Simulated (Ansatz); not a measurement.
Ag: pressure and energy change per atom as volume scale varies

Plane-wave DFT, scalar-relativistic PAW made under PBE with cores redone for the functional, no dispersion; the given relaxed cell is scaled uniformly, energy at zero smearing counts from the unscaled cell, pressure at the given Fermi-Dirac smearing is positive in compression. The results are calculated, by Ansatz 0.2.0.

The cell before it is scaled or strained (space group Pm-3m, No. 221):
```
cell vectors (Å)
   2.6471     0.0000     0.0000
   0.0000     2.6471     0.0000
   0.0000     0.0000     2.6471
atoms (fractions of the cell vectors)
Ag  0.00000  0.00000  0.00000
```

Settings of every row: spin polarised no; functional LDA; wave cutoff 420 eV; smearing width 0.1 eV; k mesh 13x13x13.

Atom starting moment: 0 on all atoms.

Limits: the cell comes from a prototype or a list of computed structures and needn't be the stable phase.

| row | volume scale | V (Å³/atom) | pressure (GPa) | energy change per atom (meV) |
| --- | --- | --- | --- | --- |
| 1 | 0.88 | 16.323 | 19.06 | 115.45 |
| 2 | 0.92 | 17.065 | 11 | 46.65 |
| 3 | 0.96 | 17.807 | ? | ? |
| 4 | 1.04 | 19.291 | -3.66 | 8.81 |
| 5 | 1.08 | 20.032 | -6.47 | 32.58 |
| 6 | 1.12 | 20.774 | -8.61 | 67.75 |

Question: what pressure and energy change per atom should row 3 give?

Worked fit of pressure. Take u = (V_r/V)^(2/3) − 1 with V_r = 19.291 Å³ an atom, which is twice the finite (Eulerian) strain; such expansions in the strain, on which the Birch-Murnaghan equation of state is built, carry the rest volume and the bulk modulus. The shown rows have u = 0.11781, 0.08517, 0, -0.02482, -0.04818. Least squares give pressure = −3.727 + 126.805 × u + 559.77 × u² GPa; a straight line predicts inner rows, each left out in turn, worse (root mean square 1.6 against 0.18 GPa). The rows lie off it by 0.08, -0.13, 0.07, 0.06, -0.07 (root mean square 0.086 GPa). The withheld row has u = 0.05481, so the fit gives −3.727 + 126.805 × (0.05481) + 559.77 × (0.05481)² = 4.90 GPa.

The calculation gave 4.8 GPa. The fit lies 0.10 GPa (2.1 % of the value, 0.36 % of the column's range) above it; its largest miss of a shown row is 0.13 GPa.

Worked fit of energy change per atom. Take u = (V_r/V)^(2/3) − 1 with V_r = 19.291 Å³ an atom, which is twice the finite (Eulerian) strain; such expansions in the strain, on which the Birch-Murnaghan equation of state is built, carry the rest volume and the bulk modulus. The shown rows have u = 0.11781, 0.08517, 0, -0.02482, -0.04818. Least squares give energy change per atom = 7.886 − 635.033 × u + 13059.6 × u² meV; a straight line predicts inner rows, each left out in turn, worse (root mean square 37 against 2.6 meV). The rows lie off it by 1.12, -1.88, 0.92, 0.89, -1.05 (root mean square 1.2 meV). The withheld row has u = 0.05481, so the fit gives 7.886 − 635.033 × (0.05481) + 13059.6 × (0.05481)² = 12.31 meV.

The calculation gave 10.67 meV. The fit lies 1.64 meV (15 % of the value, 1.5 % of the column's range) above it; its largest miss of a shown row is 1.88 meV.
